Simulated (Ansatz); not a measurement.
## A series in volume scale on YS

Periodic Kohn-Sham DFT of a crystal at fixed atoms, scaled to volume_scale times the given cell; pressure positive in compression, energy less spherical unpolarised free atoms, largest_vzz the field gradient of largest size among the nuclei. The results are calculated, by Ansatz 0.2.0.

The cell before it is scaled or strained (space group Fm-3m, No. 225):
```
CELL_PARAMETERS angstrom
0.00000 2.74370 2.74370
2.74370 0.00000 2.74370
2.74370 2.74370 0.00000
ATOMIC_POSITIONS crystal
Y 0.50000 0.50000 0.50000
S 0.00000 0.00000 0.00000
```

Settings of every row: method all-electron PAW; functional LDA; relativity scalar; k mesh 8x8x8; filling fermi-dirac; smearing width 0.01 eV; nucleus gaussian.

Atom start moment: 0 on all atoms.

| row | volume scale | V (Å³/atom) | pressure (GPa) |
| --- | --- | --- | --- |
| 1 | 0.94 | 19.415 | 2.872 |
| 2 | 0.96 | 19.826 | ? |
| 3 | 0.98 | 20.241 | -1.81 |
| 4 | 0.99 | 20.445 | -2.827 |
| 5 | 1 | 20.653 | -3.788 |
| 6 | 1.01 | 20.859 | -4.698 |
| 7 | 1.02 | 21.065 | -5.558 |
| 8 | 1.04 | 21.478 | -7.141 |
| 9 | 1.06 | 21.894 | -8.555 |

Question: what pressure should row 2 give?

Worked fit of pressure. Take u = (V_r/V)^(2/3) − 1 with V_r = 20.756 Å³ an atom, which is twice the finite (Eulerian) strain; such expansions in the strain, on which the Birch-Murnaghan equation of state is built, carry the rest volume and the bulk modulus. The shown rows have u = 0.04553, 0.01689, 0.01012, 0.00332, -0.00329, -0.0098, -0.02254, -0.03496. Least squares give pressure = −4.2525 + 137.542 × u + 415.4 × u² GPa; a straight line predicts inner rows, each left out in turn, worse (root mean square 0.21 against 0.0054 GPa). The rows lie off it by 0.001, 0.001, -0.009, 0.003, 0.003, 0.003, 0.001, -0.002 (root mean square 0.0038 GPa). The pressure vanishes at u = 0.0285, or V = 19.9 Å³ an atom, and there the bulk modulus at fixed shape and fractions is B = −V dP/dV = (2/3)(1 + u) dP/du = 111 GPa. The withheld row has u = 0.03103, so the fit gives −4.2525 + 137.542 × (0.03103) + 415.4 × (0.03103)² = 0.415 GPa.

The calculation gave 0.401 GPa. The fit lies 0.014 GPa (3.5 % of the value, 0.12 % of the column's range) above it; its largest miss of a shown row is 0.009 GPa.
